**Ionisation of Cl$_2$ across functionals and basis sets: spreads, HOMO gap and the effect of borrowed structures**

The table holds vertical, adiabatic and product-structure ionisation energies and the HOMO energy of Cl$_2$ at fourteen non-relativistic DFT levels in PySCF, all on PBE0-D3(BJ)/ma-def2-SVP structures. The program works out the relaxation energies, the gap between the vertical value and the negative HOMO energy, and the spreads over eight PBE0 bases and six functionals. It applies one parameter-free estimate to each row, two parabolas of equal curvature shifted inward together, to gauge how far the level's own minima lie from the borrowed ones. The HOMO gap falls from 3.87 eV (BP86) to 1.44 eV (CAM-B3LYP) and varies by only 0.05 eV with basis. The estimated shift reaches about 0.045 Å for PBE0/def2-TZVPP, which raises its vertical value by about 0.1 eV and narrows the vertical basis spread from an estimated 0.33 to 0.23 eV. The estimate gives no shift for the row at its own minima, but its curvature is 21 % above the value from the neutral frequency, as expected of an average with a stiffer cation.

Calculated values. PySCF 2.14.0, non-relativistic gas-phase DFT at the levels listed, for the ionisation of neutral singlet Cl$_2$ to doublet Cl$_2^+$ by difference of total energies. The structures of both species were optimised at PBE0-D3(BJ)/ma-def2-SVP and used in every row; the product structure is that of the cation.

## Numerical check

```python
# Table: ionisation energies (vertical, adiabatic, vertical at cation structure) and HOMO energy of Cl2, eV,
# PySCF DFT, 14 functional/basis levels, all on PBE0-D3(BJ)/ma-def2-SVP structures.
# Tested: spreads by basis and functional, HOMO gap, split of relaxations, equal-parabola estimate of geometry error.
T = {
    'system': ['BP86-D3(BJ)/ma-def2-TZVP', 'TPSSh-D3(BJ)/ma-def2-TZVP', 'B97-2/ma-def2-TZVP', 'PBE0-D3(BJ)/def2-TZVPP', 'PBE0-D3(BJ)/cc-pVTZ', 'PBE0-D3(BJ)/6-311++G(2d,2p)', 'PBE0-D3(BJ)/aug-cc-pVDZ', 'BHandHLYP/ma-def2-TZVP', 'CAM-B3LYP-D3(BJ)/ma-def2-TZVP', 'PBE0-D3(BJ)/6-31+G(d)', 'PBE0-D3(BJ)/pcseg-1', 'PBE0-D3(BJ)/def2-SVPD', 'PBE0-D3(BJ)/ma-def2-SVP', 'M06-2X/ma-def2-TZVP'],
    'integration_grid_level': ['2', '3', '2', '2', '2', '2', '2', '2', '2', '2', '2', '2', '2', '3'],
    'vertical_ionisation_energy': [11.37, 11.43, 11.5, 11.53, 11.54, 11.58, 11.61, 11.66, 11.67, 11.68, 11.71, 11.75, 11.76, 11.77],  # eV
    'adiabatic_without_zero_point': [11.25, 11.25, 11.28, 11.3, 11.34, 11.41, 11.47, 11.42, 11.45, 11.53, 11.56, 11.64, 11.64, 11.53],  # eV
    'vertical_at_product_structure': [11.16, 11.2, 11.27, 11.28, 11.3, 11.34, 11.38, 11.39, 11.41, 11.45, 11.46, 11.52, 11.53, 11.51],  # eV
    'parent_homo_energy': [-7.5, -8.08, -8.58, -8.76, -8.78, -8.84, -8.86, -10.13, -10.23, -8.91, -8.94, -8.97, -8.97, -10.18],  # eV
}
import numpy as np
from scipy import constants as c
S = T['system']
V, A, B, H = (np.array(T[k], float) for k in ('vertical_ionisation_energy', 'adiabatic_without_zero_point',
                                              'vertical_at_product_structure', 'parent_homo_energy'))
rn, rc = 2.029, 1.923  # A, bond lengths of neutral and cation, further outputs of the same runs
d = rn - rc
ion, neu, lam, gap = V - A, A - B, V - B, V + H
shift = d * (ion - neu) / (2 * lam)
own = A + lam / 2
ix = lambda s: [i for i, n in enumerate(S) if s in n][0]
print("Table rounded to 0.01 eV: differences +-0.01 eV, shift about +-%.3f A; bond change %.3f A" % (d * 0.02 / (2 * lam.mean()), d))
print("level | relax cation, neutral, sum (eV) | IE+HOMO (eV) | est. inward shift (A) | est. vertical at own minimum, change (eV)")
for i, n in enumerate(S):
    print("%-30s %.2f %.2f %.2f | %.2f | %+.3f | %.2f %+.2f" % (n, ion[i], neu[i], lam[i], gap[i], shift[i], own[i], own[i] - V[i]))
P = [i for i, n in enumerate(S) if n.startswith('PBE0')]
F = [i for i, n in enumerate(S) if n.endswith('ma-def2-TZVP')]
for name, g in (("8 PBE0 bases", P), ("6 functionals", F)):
    print("Spread eV, %s: vertical %.2f adiabatic %.2f at cation structure %.2f HOMO %.2f IE+HOMO %.2f" % (
        (name,) + tuple(np.ptp(x[g]) for x in (V, A, B, H, gap))))
    print("  cation relax %.2f, neutral relax %.2f, sum %.2f, est. own-minimum vertical %.2f" % tuple(np.ptp(x[g]) for x in (ion, neu, lam, own)))
print("HOMO spread / vertical spread: functionals %.1f, bases %.1f" % (np.ptp(H[F]) / np.ptp(V[F]), np.ptp(H[P]) / np.ptp(V[P])))
print("All rows: vertical spread %.2f eV = %.1f %% of mean %.2f eV; IE+HOMO is %.0f to %.0f %% of vertical" % (
    np.ptp(V), 100 * np.ptp(V) / V.mean(), V.mean(), 100 * (gap / V).min(), 100 * (gap / V).max()))
TZ = [ix(s) for s in ('def2-TZVPP', 'cc-pVTZ', '6-311++G')]
DZ = [i for i in P if i not in TZ]
for name, g in (("triple-zeta", TZ), ("double-zeta", DZ)):
    print("PBE0 %s: vertical %.2f-%.2f, adiabatic %.2f-%.2f eV, shift %.3f-%.3f A" % (
        name, V[g].min(), V[g].max(), A[g].min(), A[g].max(), shift[g].min(), shift[g].max()))
print("Vertical def2-SVPD (diffuse) minus pcseg-1 (none) %.2f eV; pcseg-1 minus cc-pVTZ (both none) %.2f eV" % (
    V[ix('SVPD')] - V[ix('pcseg')], V[ix('pcseg')] - V[ix('cc-pVTZ')]))
# exact-exchange fractions that define the functionals; PBE0 taken with def2-TZVPP (other basis)
G = [('BP86', 0.0), ('TPSSh', 0.10), ('B97-2', 0.21), ('def2-TZVPP', 0.25), ('BHandHLYP', 0.50), ('M06-2X', 0.54)]
print("Steps in exact exchange (PBE0 row has def2-TZVPP): change of vertical, adiabatic, est. own, IE+HOMO (eV)")
for (a, x), (b, y) in list(zip(G, G[1:])) + [(G[0], G[3]), (G[0], G[4])]:
    i, j = ix(a), ix(b)
    print("  %s %.2f -> %s %.2f: %+.2f %+.2f %+.2f %+.2f; gap slope %+.1f eV per unit" % (
        S[i].split('/')[0], x, S[j].split('/')[0], y, V[j] - V[i], A[j] - A[i], own[j] - own[i], gap[j] - gap[i], (gap[j] - gap[i]) / (y - x)))
o, t = ix('ma-def2-SVP'), ix('def2-TZVPP')
mu = 35.45 / 2 * c.atomic_mass
kf = mu * (2 * np.pi * c.c * 100 * 510) ** 2 / c.e * 1e-20  # 510 cm-1: neutral frequency, further output
print("Curvature eV/A2, ma-def2-SVP: from sum of relaxations %.1f, from 510 cm-1 %.1f, ratio %.2f" % (lam[o] / d**2, kf, lam[o] / d**2 / kf))
print("def2-TZVPP: IE slope %.1f eV/A, est. neutral minimum %.2f A, strain per species %.2f eV" % (
    lam[t] / d, rn - shift[t], 0.5 * lam[t] / d**2 * shift[t]**2))
# finer values below are further outputs of the same runs
print("Near-ties, vertical: CAM-B3LYP - BHandHLYP %.3f eV, ma-def2-SVP - def2-SVPD %.3f eV" % (11.6715 - 11.665, 11.7578 - 11.7508))
print("ma-def2-SVP cation minus neutral relaxation: table %+.2f eV, finer output %+.3f eV" % (ion[o] - neu[o], 0.115 - 0.1174))
zp = 11.6487 - 11.6427
print("Zero-point shift %+.3f eV, free-energy shift %+.3f eV (from adiabatic electronic value)" % (zp, 11.6166 - 11.6427))
print("Frequency rise implied by zero-point shift %.0f cm-1; listed 517 - 510 = %d cm-1" % (2 * zp * c.e / (c.h * c.c * 100), 517 - 510))
assert np.all(V > A) and np.all(A > B)
assert np.all(gap > 1.0) and np.ptp(gap[P]) < 0.1
assert V[TZ].max() < V[DZ].min()
assert abs(shift[o]) < 0.005 < shift[t]
```

It prints:

```
Table rounded to 0.01 eV: differences +-0.01 eV, shift about +-0.004 A; bond change 0.106 A
level | relax cation, neutral, sum (eV) | IE+HOMO (eV) | est. inward shift (A) | est. vertical at own minimum, change (eV)
BP86-D3(BJ)/ma-def2-TZVP       0.12 0.09 0.21 | 3.87 | +0.008 | 11.36 -0.01
TPSSh-D3(BJ)/ma-def2-TZVP      0.18 0.05 0.23 | 3.35 | +0.030 | 11.37 -0.06
B97-2/ma-def2-TZVP             0.22 0.01 0.23 | 2.92 | +0.048 | 11.39 -0.11
PBE0-D3(BJ)/def2-TZVPP         0.23 0.02 0.25 | 2.77 | +0.045 | 11.43 -0.10
PBE0-D3(BJ)/cc-pVTZ            0.20 0.04 0.24 | 2.76 | +0.035 | 11.46 -0.08
PBE0-D3(BJ)/6-311++G(2d,2p)    0.17 0.07 0.24 | 2.74 | +0.022 | 11.53 -0.05
PBE0-D3(BJ)/aug-cc-pVDZ        0.14 0.09 0.23 | 2.75 | +0.012 | 11.59 -0.02
BHandHLYP/ma-def2-TZVP         0.24 0.03 0.27 | 1.53 | +0.041 | 11.55 -0.11
CAM-B3LYP-D3(BJ)/ma-def2-TZVP  0.22 0.04 0.26 | 1.44 | +0.037 | 11.58 -0.09
PBE0-D3(BJ)/6-31+G(d)          0.15 0.08 0.23 | 2.77 | +0.016 | 11.64 -0.04
PBE0-D3(BJ)/pcseg-1            0.15 0.10 0.25 | 2.77 | +0.011 | 11.69 -0.03
PBE0-D3(BJ)/def2-SVPD          0.11 0.12 0.23 | 2.78 | -0.002 | 11.76 +0.01
PBE0-D3(BJ)/ma-def2-SVP        0.12 0.11 0.23 | 2.79 | +0.002 | 11.76 -0.00
M06-2X/ma-def2-TZVP            0.24 0.02 0.26 | 1.59 | +0.045 | 11.66 -0.11
Spread eV, 8 PBE0 bases: vertical 0.23 adiabatic 0.34 at cation structure 0.25 HOMO 0.21 IE+HOMO 0.05
  cation relax 0.12, neutral relax 0.10, sum 0.02, est. own-minimum vertical 0.33
Spread eV, 6 functionals: vertical 0.40 adiabatic 0.28 at cation structure 0.35 HOMO 2.73 IE+HOMO 2.43
  cation relax 0.12, neutral relax 0.08, sum 0.06, est. own-minimum vertical 0.30
HOMO spread / vertical spread: functionals 6.8, bases 0.9
All rows: vertical spread 0.40 eV = 3.4 % of mean 11.61 eV; IE+HOMO is 12 to 34 % of vertical
PBE0 triple-zeta: vertical 11.53-11.58, adiabatic 11.30-11.41 eV, shift 0.022-0.045 A
PBE0 double-zeta: vertical 11.61-11.76, adiabatic 11.47-11.64 eV, shift -0.002-0.016 A
Vertical def2-SVPD (diffuse) minus pcseg-1 (none) 0.04 eV; pcseg-1 minus cc-pVTZ (both none) 0.17 eV
Steps in exact exchange (PBE0 row has def2-TZVPP): change of vertical, adiabatic, est. own, IE+HOMO (eV)
  BP86-D3(BJ) 0.00 -> TPSSh-D3(BJ) 0.10: +0.06 +0.00 +0.01 -0.52; gap slope -5.2 eV per unit
  TPSSh-D3(BJ) 0.10 -> B97-2 0.21: +0.07 +0.03 +0.03 -0.43; gap slope -3.9 eV per unit
  B97-2 0.21 -> PBE0-D3(BJ) 0.25: +0.03 +0.02 +0.03 -0.15; gap slope -3.8 eV per unit
  PBE0-D3(BJ) 0.25 -> BHandHLYP 0.50: +0.13 +0.12 +0.13 -1.24; gap slope -5.0 eV per unit
  BHandHLYP 0.50 -> M06-2X 0.54: +0.11 +0.11 +0.11 +0.06; gap slope +1.5 eV per unit
  BP86-D3(BJ) 0.00 -> PBE0-D3(BJ) 0.25: +0.16 +0.05 +0.07 -1.10; gap slope -4.4 eV per unit
  BP86-D3(BJ) 0.00 -> BHandHLYP 0.50: +0.29 +0.17 +0.20 -2.34; gap slope -4.7 eV per unit
Curvature eV/A2, ma-def2-SVP: from sum of relaxations 20.5, from 510 cm-1 17.0, ratio 1.21
def2-TZVPP: IE slope 2.4 eV/A, est. neutral minimum 1.98 A, strain per species 0.02 eV
Near-ties, vertical: CAM-B3LYP - BHandHLYP 0.007 eV, ma-def2-SVP - def2-SVPD 0.007 eV
ma-def2-SVP cation minus neutral relaxation: table +0.01 eV, finer output -0.002 eV
Zero-point shift +0.006 eV, free-energy shift -0.026 eV (from adiabatic electronic value)
Frequency rise implied by zero-point shift 97 cm-1; listed 517 - 510 = 7 cm-1
```
